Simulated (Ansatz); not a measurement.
## Mg: pressure against volume per atom

All results are calculated (Ansatz 0.2.0). Periodic Kohn-Sham DFT of a crystal at fixed atoms; pressure and stress are positive in compression; the energy is the free energy less that of spherical unpolarised free atoms; site moments are those in the method's own spheres, positive along +z.

Cell of the first row (space group P6_3/mmc, No. 194):
```
cell vectors (Å)
   3.1438     0.0000     0.0000
  -1.5719     2.7226     0.0000
   0.0000     0.0000     5.1040
atoms (fractions of the cell vectors)
Mg  0.33333  0.66667  0.25000
Mg  0.66667  0.33333  0.75000
```

Settings of every row: method frozen-core PAW; functional LDA; relativity scalar; k mesh 12x12x7; filling fermi-dirac; smearing width 0.05 eV; wave cutoff 420 eV; paw set soft_2.

Atom start moment: 0 on all atoms.

Limits: PAW files made with PBE.

| row | volume per atom (Å³) | pressure (GPa) |
| --- | --- | --- |
| 1 | 21.843 | -0.447 |
| 2 | 22.307 | -1.213 |
| 3 | 22.772 | -1.899 |
| 4 | 23.005 | ? |
| 5 | 23.237 | -2.514 |
| 6 | 23.469 | -2.797 |
| 7 | 23.702 | -3.065 |
| 8 | 24.166 | -3.558 |
| 9 | 24.631 | -3.997 |

Question: what pressure should row 4 give?

Worked fit of pressure. Take u = (V_r/V)^(2/3) − 1 with V_r = 23.353 Å³ an atom, which is twice the finite (Eulerian) strain; such expansions in the strain, on which the Birch-Murnaghan equation of state is built, carry the rest volume and the bulk modulus. The shown rows have u = 0.04557, 0.03102, 0.01694, 0.00333, -0.0033, -0.00984, -0.02256, -0.0349. Least squares give pressure = −2.6577 + 42.639 × u + 124.87 × u² + 86 × u³ GPa; a parabola predicts inner rows, each left out in turn, worse (root mean square 0.0016 against 0.00083 GPa). The rows lie off it by 0.000, -0.001, 0.000, 0.000, 0.000, 0.000, -0.001, 0.000. The withheld row has u = 0.01006, so the fit gives −2.6577 + 42.639 × (0.01006) + 124.87 × (0.01006)² + 86 × (0.01006)³ = -2.216 GPa.

The calculation gave -2.215 GPa. The fit lies 0.001 GPa (0.028 % of the column's range) below it, one unit of the last digit.
